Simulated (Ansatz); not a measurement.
# A series in volume scale on ScPd

Results calculated with Ansatz 0.2.0, not measured. Periodic Kohn-Sham DFT of a crystal at fixed atoms, scaled to volume_scale times the given cell; pressure positive in compression, energy less spherical unpolarised free atoms, largest_vzz the field gradient of largest size among the nuclei.

The cell before it is scaled or strained (space group Pm-3m, No. 221):
```
ScPd
1.0
      3.2830     0.0000     0.0000
      0.0000     3.2830     0.0000
      0.0000     0.0000     3.2830
Sc Pd
1 1
Direct
  0.50000 0.50000 0.50000
  0.00000 0.00000 0.00000
```

Settings of every row: method all-electron LAPW; functional PBEsol; relativity scalar; k mesh 12x12x12; filling fermi-dirac; smearing width 0.05 eV; basis error target 0.25 meV/atom; nucleus gaussian.

Atom start moment: 0 on all atoms.

| row | volume scale | V (Å³/atom) | pressure (GPa) | energy less free atoms (eV/atom) |
| --- | --- | --- | --- | --- |
| 1 | 0.94 | 16.631 | 6.612 | -5.5648 |
| 2 | 0.96 | 16.985 | 3.548 | -5.576 |
| 3 | 0.98 | 17.338 | 0.796 | -5.5807 |
| 4 | 0.99 | 17.515 | -0.473 | -5.5809 |
| 5 | 1 | 17.692 | -1.674 | -5.5797 |
| 6 | 1.01 | 17.869 | -2.812 | -5.5772 |
| 7 | 1.02 | 18.046 | -3.889 | -5.5735 |
| 8 | 1.04 | 18.4 | ? | ? |
| 9 | 1.06 | 18.754 | -7.651 | -5.5477 |

Question: what pressure and energy less free atoms should row 8 give?

Worked fit of pressure. Take u = (V_r/V)^(2/3) − 1 with V_r = 17.604 Å³ an atom, which is twice the finite (Eulerian) strain; such expansions in the strain, on which the Birch-Murnaghan equation of state is built, carry the rest volume and the bulk modulus. The shown rows have u = 0.03863, 0.02415, 0.0102, 0.00338, -0.00332, -0.00991, -0.0164, -0.04131. Least squares give pressure = −1.084 + 179.33 × u + 504.7 × u² + 282 × u³ GPa; a parabola predicts inner rows, each left out in turn, worse (root mean square 0.0049 against 0.0028 GPa). The rows lie off it by -0.001, 0.003, -0.002, -0.001, 0.000, 0.000, 0.002, 0.000. The pressure vanishes at u = 0.0059, or V = 17.45 Å³ an atom, and there the bulk modulus at fixed shape and fractions is B = −V dP/dV = (2/3)(1 + u) dP/du = 124 GPa. The withheld row has u = -0.02905, so the fit gives −1.084 + 179.33 × (-0.02905) + 504.7 × (-0.02905)² + 282 × (-0.02905)³ = -5.875 GPa.

The calculation gave -5.874 GPa. The fit lies 0.001 GPa (0.007 % of the column's range) below it, one unit of the last digit.

Worked fit of energy less free atoms. Take u = (V_r/V)^(2/3) − 1 with V_r = 17.604 Å³ an atom, which is twice the finite (Eulerian) strain; such expansions in the strain, on which the Birch-Murnaghan equation of state is built, carry the rest volume and the bulk modulus. The shown rows have u = 0.03863, 0.02415, 0.0102, 0.00338, -0.00332, -0.00991, -0.0164, -0.04131. Least squares give energy less free atoms = −5.58045 − 0.1793 × u + 14.996 × u² + 3.5 × u³ eV/atom; a parabola predicts inner rows, each left out in turn, worse (root mean square 5.5e-05 against 1.7e-05 eV/atom). All shown rows lie on it to the printed digit. Its lowest point lies at u = 0.0060, or V = 17.45 Å³ an atom, and the curvature there gives the bulk modulus at fixed shape and fractions, B = (4/9)(1 + u)² E″(u)/V = 124 GPa. The withheld row has u = -0.02905, so the fit gives −5.58045 − 0.1793 × (-0.02905) + 14.996 × (-0.02905)² + 3.5 × (-0.02905)³ = -5.5627 eV/atom.

The calculation gave -5.5627 eV/atom. The fit meets it to the printed digit.
